Five excited states of a chlorinated, fluorinated acrylonitrile

The molecule is a C=C double bond conjugated with a nitrile group. One end of the double bond carries fluorine; the other end carries the nitrile and a short side chain with chlorine on it. Each row of the table is a singlet excited state, in which an electron leaves one orbital (the hole) and enters another. HOMO is the highest occupied orbital and LUMO the lowest empty one; the table names only the leading pair of orbitals. The hole–electron distance separates the centres of the two charge clouds, and the exciton size is the root-mean-square distance between the two charges. The overlap lambda tells how far the two orbitals share the same space, from 0 for none to 1 for full.

Vertical singlet excitations of C[C@@H](Cl)/C(C#N)=C/F in the gas phase, computed with PySCF 2.14.0 using density-fitted Tamm-Dancoff TDDFT at the PBE0/def2-SVP level. The geometry is from GFN2-xTB, and the 12 core orbitals are frozen in the response.

```
row  singlet state  singlet energy (eV)  singlet oscillator strength  singlet hole electron distance (Å)  singlet exciton size (Å)  singlet orbital overlap lambda  singlet main from  singlet main to
  1              1                6.330                        0.008                               1.550                     3.320                           0.340             HOMO-2             LUMO
  2              2                6.470                        0.036                               2.660                     3.630                           0.300             HOMO-1             LUMO
  3              3                6.560                        0.005                               0.570                     2.980                           0.410               HOMO           LUMO+1
  4              4                6.830                        0.247                               0.300                     2.680                           0.700               HOMO             LUMO
  5              5                7.010                        0.014                               0.820                     2.980                           0.390             HOMO-3             LUMO
```

1. Which state absorbs most of the light?

Row 4 does, with about four fifths of the oscillator strength of the five states and seven times that of the next strongest. It is the ππ* state: hole and electron both lie on the conjugated chain of C=C and nitrile, and the overlap of 0.70 is the largest in the table. Light couples to such a state strongly because the transition makes charge swing along the chain. The calculation places this absorption near 180 nm, in the deep ultraviolet.

2. In which state does charge move farthest?

In row 2, where the two centres are 2.66 Å apart. About three quarters of the hole sits on chlorine, in a lone pair, while the electron goes into the π* orbital of the chain. Row 1 is a more mixed state of the same kind, with about half of its hole on chlorine and a shorter distance.

The distance overstates the charge that is really displaced, because the other electrons respond to the new charge distribution. When this response is included, the change of the dipole moment in row 2 falls from 12.8 to 8.3 D. Row 1 also loses about a third.

3. How can row 4 have a distance of 0.3 Å and an exciton size of 2.7 Å?

The distance compares only the centres of two clouds, and two wide clouds can share a centre. In row 4 each cloud has a spread of about 2 Å. Two particles placed independently in such clouds are typically √(2² + 2²) ≈ 2.8 Å apart. The computed size is slightly smaller because hole and electron stay a little closer together than independent particles would.

This has a consequence for the energies. The distance varies almost ninefold down the table, yet the exciton size only runs from 2.68 to 3.63 Å. By this rough measure, the attraction between hole and electron differs by only about a third across the five states, charge transfer or not.

4. Why is the HOMO→LUMO state only the fourth?

Its orbital gap is the smallest of the five, 6.69 eV, so orbital energies alone would put it lowest. An excitation, however, costs more or less than its orbital gap. The electron is attracted by the hole it leaves behind, which lowers the energy. In a singlet there is also an exchange repulsion, which raises it. This second term is the electrostatic energy of the transition density, the product of the two orbitals, and it is large only where both orbitals are large in the same place.

excitation energy ≈ orbital gap − attraction + exchange repulsion

The attraction can be estimated without fitting anything. The functional contains one quarter of exact exchange, and for well-separated charges only this share of the attraction survives. With r for the exciton size and e² = 14.4 eV Å:

attraction ≈ ¼ e²/r

For row 2, the clearest charge-transfer state, the orbital gap is 7.55 eV and r is 3.63 Å. With the repulsion left out, this gives

7.55 − 3.60/3.63 ≈ 6.56 eV

against 6.47 eV in the table. This is the best case, and part of the agreement may be luck, because the two clouds are not far apart compared with their widths. For the other three weak states the same estimate is 0.2 to 0.5 eV too high. Part of that error is expected, since close encounters of hole and electron count for more than an rms distance allows.

Row 4 breaks the pattern. The estimate without repulsion gives about 5.3 eV, roughly 1.5 eV too low, and would make this state the lowest by a wide margin. The four weak states all end more than 1 eV below their orbital gaps, whereas row 4 ends slightly above its own. It is also the one state with high overlap, which is where theory expects a strong exchange repulsion. The 1.5 eV is not a measure of that repulsion, because row 4 also contains other excitations, all with larger orbital gaps. The HOMO→LUMO state thus starts lowest and is pushed up past three others. The printed output after this text compares the estimate with all five rows.

5. Is there a sign of this repulsion apart from the estimate?

The triplet states provide one. When the two spins are parallel, the exchange repulsion drops out, while the orbitals and their attraction remain. The lowest triplet of the same calculation is almost purely HOMO→LUMO and lies at 3.76 eV, about 3 eV below row 4. It also lies well below the 5.3 eV estimated for row 4 without repulsion, so that estimate, made for well-separated charges, understates the attraction when the orbitals overlap strongly.

The difference supports the explanation but doesn't measure the repulsion cleanly. Row 4 is only a little over half HOMO→LUMO, with other excitations mixed in, so the two states aren't exact partners. What remains safe is the direction and the scale: for this orbital pair, the spin arrangement matters by electronvolts.

6. Does low overlap always mean a dark state?

Row 2 shows that it doesn't. It has the smallest overlap of the five and is still more than seven times as strong as row 3. Lambda registers only whether two orbitals occupy the same region. The absorption depends on the transition dipole, in which the signs of the orbitals matter as well, so that contributions from different places can add or cancel.

Row 2 may also borrow intensity from the bright state. About a tenth of it is HOMO→LUMO excitation, which fits borrowing without proving it. Borrowing is unlikely to be the whole story, because the transition dipole lies along an axis some 40° from that of row 4, and a mere copy of the bright transition would be parallel to it. Such mixing can depend on how the C–Cl bond is turned against the π system, and only one conformer was computed.

7. What would change with another setting, or with bromine in place of chlorine?

A larger share of exact exchange would raise the charge-transfer states, rows 1 and 2, because functionals with a small share tend to place them too low. Replacing the Tamm-Dancoff approximation by the full response equations would mainly lower the bright state, which the approximation tends to place too high. Both changes act against the present order. Row 4 lies only 0.50 eV above row 1, so together they could bring it below the chlorine states.

Bromine would act in the opposite direction. Its lone-pair electrons are bound less tightly than those of chlorine, so less energy is needed to move one into the π* orbital. Rows 1 and 2 should then come down, while row 4, whose hole lies mostly on the chain, should move much less. This is an expectation from general chemistry and was not computed here.

8. Which digits can be trusted?

For the energies, the electronvolt can be trusted and the first decimal only in part; the second decimal describes this calculation and not the molecule. Rows 1 to 3 lie within 0.23 eV of each other, which is no more than the usual error of such a method. Their order is therefore open, and so is the position of row 4 relative to the two chlorine states.

The contrasts in character are firmer than the order. A strength of 0.247 against a few hundredths or less separates one bright state from four weak ones, whereas the ranking among the weak ones is delicate. The list itself may also be incomplete. At these energies an electron can enter a large, diffuse Rydberg orbital, and the basis set has no diffuse functions to describe one.

Printed output of the fit:

```
Energies in eV:
  row  orbital gap  state less gap  gap less attraction  estimate less state
    1        7.655          -1.325                6.571               0.2408
    2        7.553          -1.083                6.561              0.09099
    3        8.203          -1.643                6.995               0.4348
    4        6.691          0.1395                5.347               -1.483
    5        8.696          -1.686                7.488                0.478
Sizes in angstrom and wavelength in nm:
  row  hole spread  electron spread  size without correlation  wavelength
    1        2.348            1.897                     3.393       195.9
    2        1.589            1.887                     3.628       191.6
    3        2.037            2.184                      3.04         189
    4        1.974             1.95                     2.791       181.5
    5          2.3            1.898                     3.093       176.9
Share of row 4 in the summed oscillator strength in percent: 79.68
Oscillator strength of row 4 over row 2: 6.861
Oscillator strength of row 2 over row 3: 7.2
Energy of the lowest triplet in eV: 3.762
Row 4 less lowest triplet in eV: 3.068
Row 4 less row 1 in eV: 0.5
Row 3 less row 1 in eV: 0.23
Cosine between transition dipoles of rows 2 and 4 without sign: 0.7742
Dipole change of row 1 before orbital relaxation in D: 7.451
Dipole change of row 1 after orbital relaxation in D: 4.937
Dipole change of row 2 before orbital relaxation in D: 12.79
Dipole change of row 2 after orbital relaxation in D: 8.332
```
